**NMR shieldings of pentanal across functionals and basis sets**

The table holds isotropic GIAO shieldings of C2, C4, O6 and H14 in gas-phase pentanal from PySCF 2.14.0 on a PBE0-D3(BJ)/def2-SVP geometry, for 18 functionals in pcSseg-1, 12 basis sets with PBE0, and B3LYP/pcSseg-2. The program works out spreads, steps between levels and the diamagnetic and paramagnetic parts, and tests one parameter-free estimate in which the paramagnetic term of O6 scales as the inverse HOMO–LUMO gap from the PBE row. The estimate holds within 3 % (root-mean-square error 9.7 ppm, worst OPBE) for functionals without exact exchange and falls short by 27 to 74 % for those with it. Basis sets are compared with IGLO-III as a yardstick, and the difference between C2 and C4 varies less across levels than either shielding.

Isotropic GIAO shieldings σ of pentanal (C5H10O, SMILES CCCCC=O, approximate Cs symmetry), computed with PySCF 2.14.0 using density fitting, non-relativistically and in the gas phase, at the PBE0-D3(BJ)/def2-SVP geometry. Atoms are numbered from 1 in SMILES order, hydrogens after the heavy atoms, and values for equivalent atoms are averaged.

## Script

```python
# Table: isotropic GIAO shieldings (ppm) of pentanal, PySCF 2.14.0, functionals at pcSseg-1 and bases at PBE0.
# Worked out: spreads, steps, dia/para split; one parameter-free estimate, para(O6) ~ 1/gap scaled from PBE.
T = {
    'functional': ['B97-D', 'BLYP', 'BP86', 'KT2', 'KT3', 'LDA', 'OPBE', 'PBE', 'B3LYP', 'B3LYP', 'B97-2', 'mPW1PW91', 'BHandHLYP', 'CAM-B3LYP', 'HF', 'LC-wPBE', 'wB97X-D', 'WP04', 'PBE0', 'PBE0', 'PBE0', 'PBE0', 'PBE0', 'PBE0', 'PBE0', 'PBE0', 'PBE0', 'PBE0', 'PBE0', 'PBE0'],
    'basis': ['pcSseg-1', 'pcSseg-1', 'pcSseg-1', 'pcSseg-1', 'pcSseg-1', 'pcSseg-1', 'pcSseg-1', 'pcSseg-1', 'pcSseg-1', 'pcSseg-2', 'pcSseg-1', 'pcSseg-1', 'pcSseg-1', 'pcSseg-1', 'pcSseg-1', 'pcSseg-1', 'pcSseg-1', 'pcSseg-1', '6-311+G(2d,p)', '6-31G', '6-31G(d)', 'IGLO-III', 'STO-3G', 'aug-cc-pVDZ', 'cc-pVDZ', 'cc-pVTZ', 'def2-SVP', 'def2-TZVP', 'pcSseg-0', 'pcSseg-1'],
    'exx': [0, 0, 0, 0, 0, 0, 0, 0, 20, 20, 21, 25, 50, 65, 100, 100, 100, None, 25, 25, 25, 25, 25, 25, 25, 25, 25, 25, 25, 25],  # %
    's_C2': [151.2, 146.1, 152.4, 156.0, 154.3, 154.3, 158.8, 152.4, 151.9, 150.3, 157.7, 158.0, 158.6, 156.7, 168.0, 165.7, 159.6, 145.0, 160.9, 175.7, 170.5, 156.9, 208.1, 168.9, 170.1, 161.1, 169.6, 160.1, 169.3, 158.8],  # ppm
    's_C4': [128.5, 121.7, 127.5, 133.2, 133.3, 125.1, 136.0, 127.3, 128.1, 125.9, 135.0, 134.1, 135.9, 132.2, 147.7, 141.0, 135.7, 123.9, 136.8, 152.4, 149.5, 132.2, 198.3, 146.3, 148.3, 137.5, 147.5, 136.2, 142.3, 134.7],  # ppm
    's_O6': [-321.8, -353.9, -346.3, -304.1, -298.2, -377.2, -322.1, -351.5, -362.8, -350.0, -339.8, -359.7, -367.6, -369.8, -354.2, -361.5, -357.8, -335.5, -330.7, -347.2, -289.0, -348.8, -271.4, -291.0, -308.8, -334.1, -309.7, -336.3, -437.9, -361.1],  # ppm
    's_H14': [29.1, 29.06, 28.92, 28.92, 29.09, 28.38, 28.88, 28.85, 29.16, 28.98, 29.15, 29.09, 29.31, 29.13, 29.71, 29.16, 29.19, 29.4, 29.08, 30.04, 29.72, 28.91, 30.52, 28.88, 29.12, 28.9, 29.21, 29.06, 30.32, 29.02],  # ppm
    'cost': [0.3, 0.3, 0.3, 0.3, 0.3, 0.2, 0.3, 0.3, 0.2, 0.8, 0.4, 0.2, 0.3, 0.5, 0.08, 0.7, 0.5, 0.4, 0.4, 0.1, 0.1, 0.7, 0.06, 0.5, 0.2, 0.8, 0.2, 0.5, 0.09, 0.2],  # core min
}
import numpy as np
K = ['s_C2', 's_C4', 's_O6', 's_H14']; N = ['C2', 'C4', 'O6', 'H14', 'C2-C4']
R, E, C = {}, {}, {}
for i, k in enumerate(zip(T['functional'], T['basis'])):
    v = [float(T[c][i]) for c in K]
    R[k] = np.array(v + [v[0] - v[1]]); E[k] = T['exx'][i]; C[k] = float(T['cost'][i])
P = 'pcSseg-1'
# further outputs of the same pcSseg-1 runs: HOMO, LUMO (eV), then dia (d) or para (p) part of C2, C4, O6 (ppm)
X = {'B97-D': (-5.822098, -1.634417, 'p', -96.433, -124.635, -724.791), 'BLYP': (-5.693727, -1.591771, 'd', 246.783, 252.568, 404.189),
     'BP86': (-5.903236, -1.817089, 'd', 247.838, 253.586, 403.131), 'KT2': (-5.972615, -1.650175, 'p', -92.686, -121.117, -707.872),
     'KT3': (-5.957389, -1.632516, 'p', -93.627, -120.03, -701.781), 'LDA': (-5.91803, -1.977552, 'd', 248.01, 254.249, 403.23),
     'OPBE': (-5.706382, -1.597491, 'd', 247.915, 253.123, 401.748), 'PBE': (-5.775168, -1.72091, 'd', 247.429, 253.171, 403.128),
     'B3LYP': (-7.157674, -0.78913, 'p', -95.047, -124.269, -766.205), 'B97-2': (-7.122818, -0.59925, 'p', -90.007, -117.833, -742.02),
     'mPW1PW91': (-7.444545, -0.52652, 'd', 247.673, 252.791, 402.246), 'BHandHLYP': (-8.968747, 0.81802, 'p', -88.134, -115.745, -770.086),
     'CAM-B3LYP': (-8.856915, 0.75855, 'd', 246.619, 251.96, 403.318), 'HF': (-11.40478, 3.998263, 'd', 245.833, 249.869, 401.016),
     'LC-wPBE': (-10.16114, 2.039021, 'd', 247.129, 252.167, 402.36), 'wB97X-D': (-9.341446, 1.390578, 'd', 247.548, 252.748, 402.519),
     'WP04': (-8.556867, -2.86659, 'd', 249.397, 254.043, 404.127)}
gap, dia, par = {}, {}, {}
for f, x in X.items():
    gap[f] = x[1] - x[0]; t = R[(f, P)][:3]; a = np.array(x[3:])
    dia[f] = a if x[2] == 'd' else t - a; par[f] = t - dia[f]
F = [k for k in R if k[1] == P]; F0 = [k for k in F if E[k] is not None and float(E[k]) == 0]
B = [k for k in R if k[0] == 'PBE0']; Bp = [k for k in B if k[1] not in ('STO-3G', '6-31G', 'pcSseg-0')]
sp = lambda S, j: float(np.ptp([R[k][j] for k in S]))
# H14 and H15 separately (further outputs): OPBE, LC-wPBE, PBE0/aug-cc-pVDZ
hs = [28.9076 - 28.8608, 29.1852 - 29.1275, 28.9141 - 28.8549]
print(f"rounding +-0.05 ppm (C, O), +-0.005 (H); H14-H15 in three runs {min(hs):.3f} to {max(hs):.3f} ppm")
for j, n in enumerate(N):
    print(f"spread {n} (ppm): {len(F)} functionals {sp(F,j):.2f}, {len(F0)} at 0 % {sp(F0,j):.2f}, {len(B)} bases {sp(B,j):.2f}, {len(Bp)} polarised {sp(Bp,j):.2f}")
D = np.array(list(dia.values())); Q = np.array(list(par.values()))
print(f"spread dia / para, {len(X)} functionals (ppm): " + ", ".join(f"{N[j]} {np.ptp(D[:,j]):.1f} / {np.ptp(Q[:,j]):.1f}" for j in range(3)))
dd = D[:, 0] - D[:, 1]; dq = Q[:, 0] - Q[:, 1]
print(f"C2-C4 split (ppm): dia {dd.min():.1f} to {dd.max():.1f}, para {dq.min():+.1f} to {dq.max():+.1f}")
est = {f: par['PBE'][2] * gap['PBE'] / gap[f] for f in X}
rel = {f: 100 * (est[f] / par[f][2] - 1) for f in X}
S0 = [k[0] for k in F0]; H = [f for f in X if f not in S0]
print("functional  gap/eV  C2 dia, para | O6 dia, para, estimate, error (ppm), error of size (%)")
for f in sorted(S0, key=gap.get) + ['B3LYP', 'BHandHLYP', 'HF']:
    print(f"{f:10s} {gap[f]:6.2f} {dia[f][0]:6.1f} {par[f][0]:7.1f} | {dia[f][2]:6.1f} {par[f][2]:7.1f} {est[f]:7.1f} {est[f]-par[f][2]:+7.1f} {rel[f]:+6.1f}")
o = [f for f in S0 if f != 'PBE']; r = np.array([est[f] - par[f][2] for f in o]); w = o[int(np.argmax(abs(r)))]
print(f"0 % rows without PBE: rms error {np.sqrt(np.mean(r**2)):.1f} ppm, worst {w}, para spread {np.ptp([par[f][2] for f in S0]):.1f} ppm")
cc = [np.corrcoef([1 / gap[f] for f in S0], [par[f][j] for f in S0])[0, 1] for j in range(3)]
print(f"0 % rows, correlation of para with 1/gap: C2 {cc[0]:+.2f}, C4 {cc[1]:+.2f}, O6 {cc[2]:+.2f}")
print(f"{len(H)} rows with exact exchange: O6 para {min(par[f][2] for f in H):.1f} to {max(par[f][2] for f in H):.1f} ppm, error {min(rel[f] for f in H):.0f} to {max(rel[f] for f in H):.0f} %")
fmt = lambda d: f"{d[0]:+6.1f} {d[1]:+6.1f} {d[2]:+6.1f} {d[3]:+6.2f} {d[4]:+6.1f}"
print("differences (ppm): C2, C4, O6, H14, C2-C4; bases are PBE0, with cost in core min")
for a, b in [('B3LYP', 'BLYP'), ('BHandHLYP', 'B3LYP'), ('HF', 'BHandHLYP'), ('PBE0', 'PBE'), ('OPBE', 'PBE'), ('HF', 'wB97X-D')]:
    print(f"{a + ' - ' + b:26s}{fmt(R[(a, P)] - R[(b, P)])}")
st = R[('B3LYP', P)] - R[('B3LYP', 'pcSseg-2')]
print(f"{'B3LYP pcSseg-1 - pcSseg-2':26s}{fmt(st)}")
ref = R[('PBE0', 'IGLO-III')]
for k in sorted(B, key=lambda k: R[k][0]):
    if k[1] != 'IGLO-III':
        print(f"{k[1] + ' - IGLO-III':26s}{fmt(R[k] - ref)}  {C[k]:g}")
pairs = [abs(R[a][3] - R[b][3]) for i, a in enumerate(F) for b in F[i + 1:]]
print(f"functional pairs closer in H14 than the B3LYP basis step {abs(st[3]):.2f} ppm: {sum(p < abs(st[3]) - 1e-6 for p in pairs)} of {len(pairs)}")
# further outputs: C2 dia in PBE0/aug-cc-pVDZ and in B3LYP/pcSseg-2
da, db = 203.892, 240.049
print(f"C2 dia / para (ppm): PBE0/aug-cc-pVDZ {da:.1f} / {R[('PBE0','aug-cc-pVDZ')][0]-da:.1f}, B3LYP/pcSseg-2 {db:.1f} / {R[('B3LYP','pcSseg-2')][0]-db:.1f}")
assert all(v[2] < 0 and v[4] > 0 for v in R.values())
assert np.all(np.diff([R[(f, P)][0] for f in ['BLYP', 'B3LYP', 'BHandHLYP', 'HF']]) > 0)
assert max(abs(rel[f]) for f in S0) < 5 and max(rel[f] for f in H) < -20
assert sp(F, 4) < sp(F, 0) and sp(Bp, 4) < sp(Bp, 0)
```

Running it gives:

```
rounding +-0.05 ppm (C, O), +-0.005 (H); H14-H15 in three runs 0.047 to 0.059 ppm
spread C2 (ppm): 18 functionals 23.00, 8 at 0 % 12.70, 12 bases 51.20, 9 polarised 13.60
spread C4 (ppm): 18 functionals 26.00, 8 at 0 % 14.30, 12 bases 66.10, 9 polarised 17.30
spread O6 (ppm): 18 functionals 79.00, 8 at 0 % 79.00, 12 bases 166.50, 9 polarised 72.10
spread H14 (ppm): 18 functionals 1.33, 8 at 0 % 0.72, 12 bases 1.64, 9 polarised 0.84
spread C2-C4 (ppm): 18 functionals 8.90, 8 at 0 % 8.20, 12 bases 17.20, 9 polarised 3.70
spread dia / para, 17 functionals (ppm): C2 3.6 / 26.6, C4 4.4 / 28.7, O6 3.2 / 78.6
C2-C4 split (ppm): dia -6.2 to -4.0, para +24.3 to +35.4
functional  gap/eV  C2 dia, para | O6 dia, para, estimate, error (ppm), error of size (%)
LDA          3.94  248.0   -93.7 |  403.2  -780.4  -776.4    +4.0   -0.5
PBE          4.05  247.4   -95.0 |  403.1  -754.6  -754.6    +0.0   +0.0
BP86         4.09  247.8   -95.4 |  403.1  -749.4  -748.7    +0.7   -0.1
BLYP         4.10  246.8  -100.7 |  404.2  -758.1  -745.9   +12.2   -1.6
OPBE         4.11  247.9   -89.1 |  401.7  -723.8  -744.6   -20.7   +2.9
B97-D        4.19  247.6   -96.4 |  403.0  -724.8  -730.6    -5.8   +0.8
KT2          4.32  248.7   -92.7 |  403.8  -707.9  -707.8    +0.1   -0.0
KT3          4.32  247.9   -93.6 |  403.6  -701.8  -707.4    -5.6   +0.8
B3LYP        6.37  246.9   -95.0 |  403.4  -766.2  -480.4  +285.8  -37.3
BHandHLYP    9.79  246.7   -88.1 |  402.5  -770.1  -312.6  +457.5  -59.4
HF          15.40  245.8   -77.8 |  401.0  -755.2  -198.6  +556.6  -73.7
0 % rows without PBE: rms error 9.7 ppm, worst OPBE, para spread 78.6 ppm
0 % rows, correlation of para with 1/gap: C2 -0.12, C4 -0.60, O6 -0.94
9 rows with exact exchange: O6 para -773.1 to -739.6 ppm, error -74 to -27 %
differences (ppm): C2, C4, O6, H14, C2-C4; bases are PBE0, with cost in core min
B3LYP - BLYP                +5.8   +6.4   -8.9  +0.10   -0.6
BHandHLYP - B3LYP           +6.7   +7.8   -4.8  +0.15   -1.1
HF - BHandHLYP              +9.4  +11.8  +13.4  +0.40   -2.4
PBE0 - PBE                  +6.4   +7.4   -9.6  +0.17   -1.0
OPBE - PBE                  +6.4   +8.7  +29.4  +0.03   -2.3
HF - wB97X-D                +8.4  +12.0   +3.6  +0.52   -3.6
B3LYP pcSseg-1 - pcSseg-2   +1.6   +2.2  -12.8  +0.18   -0.6
pcSseg-1 - IGLO-III         +1.9   +2.5  -12.3  +0.11   -0.6  0.2
def2-TZVP - IGLO-III        +3.2   +4.0  +12.5  +0.15   -0.8  0.5
6-311+G(2d,p) - IGLO-III    +4.0   +4.6  +18.1  +0.17   -0.6  0.4
cc-pVTZ - IGLO-III          +4.2   +5.3  +14.7  -0.01   -1.1  0.8
aug-cc-pVDZ - IGLO-III     +12.0  +14.1  +57.8  -0.03   -2.1  0.5
pcSseg-0 - IGLO-III        +12.4  +10.1  -89.1  +1.41   +2.3  0.09
def2-SVP - IGLO-III        +12.7  +15.3  +39.1  +0.30   -2.6  0.2
cc-pVDZ - IGLO-III         +13.2  +16.1  +40.0  +0.21   -2.9  0.2
6-31G(d) - IGLO-III        +13.6  +17.3  +59.8  +0.81   -3.7  0.1
6-31G - IGLO-III           +18.8  +20.2   +1.6  +1.13   -1.4  0.1
STO-3G - IGLO-III          +51.2  +66.1  +77.4  +1.61  -14.9  0.06
functional pairs closer in H14 than the B3LYP basis step 0.18 ppm: 66 of 153
C2 dia / para (ppm): PBE0/aug-cc-pVDZ 203.9 / -35.0, B3LYP/pcSseg-2 240.0 / -89.7
```
